Squeezing a semiconductor changes its band gap, the energy between the highest filled and the lowest empty electron level. For lead sulfide in the rocksalt structure, two questions are taken up here: why compression changes the gap as it does, and whether the known volumes fix the gap at one more volume, 25.023 Å³/atom. The calculations use the PBE functional without spin-orbit coupling, and only the size of the cell changes. A question mark in the table stands for the results to be forecast.

Rocksalt PbS at several fixed volumes, computed with Ansatz 0.2.0 using all-electron LAPW and the PBE functional, scalar-relativistic and without spin polarization. All rows use an 8×8×8 k mesh, Fermi–Dirac smearing of 0.01 eV and a basis error target of 0.5 meV/atom. The band gap is taken between bands 25 and 26, the highest filled and the lowest empty.

```
volume (Å³/atom)  shortest distance (Å)  band gap (eV)  smallest direct gap on path (eV)
          24.502                  2.904          0.101                             0.101
          25.023                  2.925              ?                                 ?
          25.545                  2.945          0.276                             0.276
          25.805                  2.955          0.315                             0.315
          26.066                  2.965          0.353                             0.353
          26.327                  2.975          0.390                             0.390
          26.587                  2.985          0.424                             0.424
          27.109                  3.004          0.490                             0.490
          27.630                  3.023          0.551                             0.551
```

Two rows carry the argument. At 27.109 Å³/atom the computed pressure is almost zero, so this is the crystal at rest as PBE sees it, with a gap of 0.490 eV. At 24.502 Å³/atom the volume is about a tenth smaller, and the gap has dropped to 0.101 eV. The shortest lead-sulfur distance has shrunk by only about 3%, yet roughly four fifths of the gap is gone.

So strong a response calls for a look at the two levels that bound the gap. In the known rows the gap is direct: both levels belong to the same electron wavelength and direction in the crystal. In lead sulfide that is the point called L, at the boundary of the Brillouin zone, and the k mesh includes it. A mesh that misses the band edges makes a gap look too large and can even give a metal a small one, but that is not a concern here.

The standard picture of these levels explains the direction of the trend. The highest filled level at L is mainly sulfur 3p, mixed with the lead 6s level that lies below it and is also filled. Two levels that mix repel each other, so the upper one is pushed up, and more so when the atoms come closer. The lowest empty level is mainly lead 6p. It is pushed up too, by the deeper sulfur 3s level, but less, so the gap narrows. The table shows the narrowing; the orbital assignment comes from established band theory, not from these numbers.

A single PbS molecule is a simpler system with the same repulsion. There, too, the lead 6s orbital and the sulfur 3p orbital along the bond form a lower and an upper combination, and a shorter bond drives the two apart. The likeness ends with lead 6p, which in the molecule mixes with the same sulfur orbital and pushes it down. In the crystal at L, the symmetry about each lead atom forbids that mixing, so the push from lead 6s acts on the filled edge without this counterweight.

The same picture suggests why the response grows under compression. If the coupling between the orbitals varies as 1/d², with d the shortest distance, and the unmixed levels stay a fixed energy apart that is large beside this coupling, the upward push varies as the square of the coupling, or 1/d⁴. Each further step of compression then costs more gap than the last. The table has this shape: the gap changes by 0.168 eV per Å³/atom between 24.502 and 25.545, but by only 0.117 eV per Å³/atom between 27.109 and 27.630.

For a forecast it is safer not to insist on one power of distance. Any smooth change of the gap E with volume V can be expanded in the relative change of volume:

x = ln(V/V₀)
E = E₀ + a·x + b·x²

Here V₀ is 26.066 Å³/atom, E₀ is the gap at that volume, a is the response to a small relative change of volume, and b tells how that response itself changes. The three constants were fitted to the eight known rows, including the two followed above, and the curve meets each known gap to within 1 meV. Its slope means a loss of about 33 meV for each percent of volume removed near 27.109, and about 44 meV near 24.502.

One condition must hold before the curve is used between 24.502 and 25.545. A gap is always counted as positive, even if compression has made the two edges trade places, and a row beyond such a crossing would not belong on the same curve. A fit to the seven larger known volumes alone expects 0.103 eV at 24.502, close to the computed 0.101 eV. With exchanged edges the gap would have to count as about −0.1 eV, far from that expectation, so both neighbours of the unknown row lie on the same side of any crossing.

The estimate can now be worked in full. For 25.023 Å³/atom, x = ln(25.023/26.066) = −0.0408, and the fitted constants give

E = 0.3531 − 3.721 × 0.0408 − 5.661 × 0.0408² ≈ 0.192 eV

The forecast is 0.192 eV, with a range of 0.189 to 0.195 eV. This range is a judgement that allows for the rounding of the table and for the choice of curve. The value should lie slightly above the straight line between the two neighbouring rows, because the curve bends downward, and it should again equal the smallest direct gap on the path.

The withheld rows as computed:

```
volume (Å³/atom)  shortest distance (Å)  band gap (eV)  smallest direct gap on path (eV)
          25.023                  2.925          0.192                             0.192
```

The forecast holds on all three counts. The computed gap is 0.192 eV, and the smallest direct gap has the same value. A straight line between the neighbours would have given 0.188 eV, about 4 meV too low, so the bend is visible even over this short interval. The remaining difference between forecast and calculation is smaller than the last digit of the table and needs no explanation.

This success confirms that the gap varies smoothly, but it does not prove the orbital mechanism. The stricter 1/d⁴ law, fitted to the same eight rows with two constants, gives 0.193 eV for the withheld volume and would also have passed. It does worse at the compressed end, where it puts the gap at 24.502 about 8 meV too high. The computed curve bends more than this simplest repulsion allows: the law yields only about half of the growth in slope between the two ends of the table. Stronger mixing would not mend this, since the push then grows more nearly as the coupling itself, or 1/d². The coupling may rise faster than assumed, or the spacing of the mixing levels may change with volume; the gaps alone do not tell which.

The levels from the same calculations fit the roles given to the two edges, though they do not prove them. A useful reference is the highest filled level at the centre of the Brillouin zone, where symmetry keeps lead 6s and sulfur 3p from mixing. Measured from there, compression from 27.109 to 25.023 Å³/atom raises the filled edge by about 0.5 eV and the empty edge by only about 0.2 eV. The difference between the two rises is the narrowing of the gap itself and would be the same for any reference. The size of each rise is less certain: at the zone centre sulfur 3p can mix with lead 6p, which is expected to push the reference down under compression. Part of both rises may come from that, and the empty edge may hardly rise at all.

For someone who sets a pressure rather than a volume, the trend looks simpler. With the pressures from the same calculations, the gap falls by about 57 meV per GPa between 25.545 and 24.502, and by about 63 meV per GPa between 27.630 and 27.109. The steeper dependence on volume has disappeared and is even slightly reversed. A compressed crystal is stiffer, so each added GPa removes less volume, and this offsets the growing sensitivity of the gap. Over the range of the table, a constant loss per GPa is thus a fair first description of the calculated crystal.

That description should not be carried over to a real sample as it stands. Spin-orbit coupling, absent here, is strong in lead and would lower the empty 6p edge, cutting the gap by some tenths of an eV, as much as many of the gaps in the table. In a PBE calculation that includes it, the two edges might already have changed places in the compressed rows, and further squeezing would widen the gap instead of closing it. PBE also tends to make gaps too small, so a real crystal is expected to reach that exchange only at stronger compression than such a calculation suggests. Real lead sulfide also leaves the rocksalt structure at a few GPa, whereas the calculation holds it there up to almost 7 GPa at the smallest volume. The forecast of 0.192 eV is therefore a statement about this level of theory, not about a measurement on compressed lead sulfide.

For a related crystal, the question to ask is which edge is pushed up more strongly when the atoms approach. If it is the filled edge, as here, compression closes the gap; if it is the empty edge, compression opens it. The printed analysis that follows gives the fits and the slopes of the gap with volume and pressure.

Numerical output:

```
fit of band_gap on 8 rows: constant 0.3531 +/- 0.00019, coefficient of x 3.721 +/- 0.0041, coefficient of x**2 -5.661 +/- 0.098; rms 0.000318, worst 26.587 0.000498, leave-one-out rms 0.000957
  rows outside the fit (model, value, miss): 25.023 0.1917, 0.192, -0.000334
fit of band_gap on 8 rows: constant 3.146 +/- 0.041, coefficient of rep -2.797 +/- 0.041; rms 0.00462, worst 24.502 0.00764, leave-one-out rms 0.00871
  rows outside the fit (model, value, miss): 25.023 0.1927, 0.192, 0.000661
fit of band_gap on 7 rows (vol > 25): constant 0.353 +/- 0.00017, coefficient of x 3.707 +/- 0.01, coefficient of x**2 -5.345 +/- 0.23; rms 0.000272, worst 26.327 -0.000579, leave-one-out rms 0.000512
  rows outside the fit (model, value, miss): 24.502 0.1032, 0.101, 0.00218; 25.023 0.1927, 0.192, 0.000727
forecast gap of the withheld row, eV: 0.1917
straight line between its neighbours, eV: 0.1884
forecast above that straight line, meV: 3.25
computed gap of the withheld row, eV: 0.192
computed smallest direct gap of the withheld row, eV: 0.192
forecast less computed gap, meV: -0.3337
gap slope between 24.502 and 25.545, eV per cubic angstrom per atom: 0.1678
gap slope between 27.109 and 27.630, eV per cubic angstrom per atom: 0.1171
ratio of these slopes, compressed over expanded: 1.433
gap loss per GPa between 24.502 and 25.545, meV: 56.87
gap loss per GPa between 27.109 and 27.630, meV: 63.07
ratio of these pressure slopes, compressed over expanded: 0.9018
gap change per percent of volume at 24.502, meV: 44.22
gap change per percent of volume at 27.109, meV: 32.77
largest miss of the main model on known rows, meV: 0.4976
largest miss of the single repulsion term on known rows, meV: 7.638
gap at 24.502 expected from the larger volumes alone, eV: 0.1032
gap at the zone centre for 27.109, eV: 7.087
```
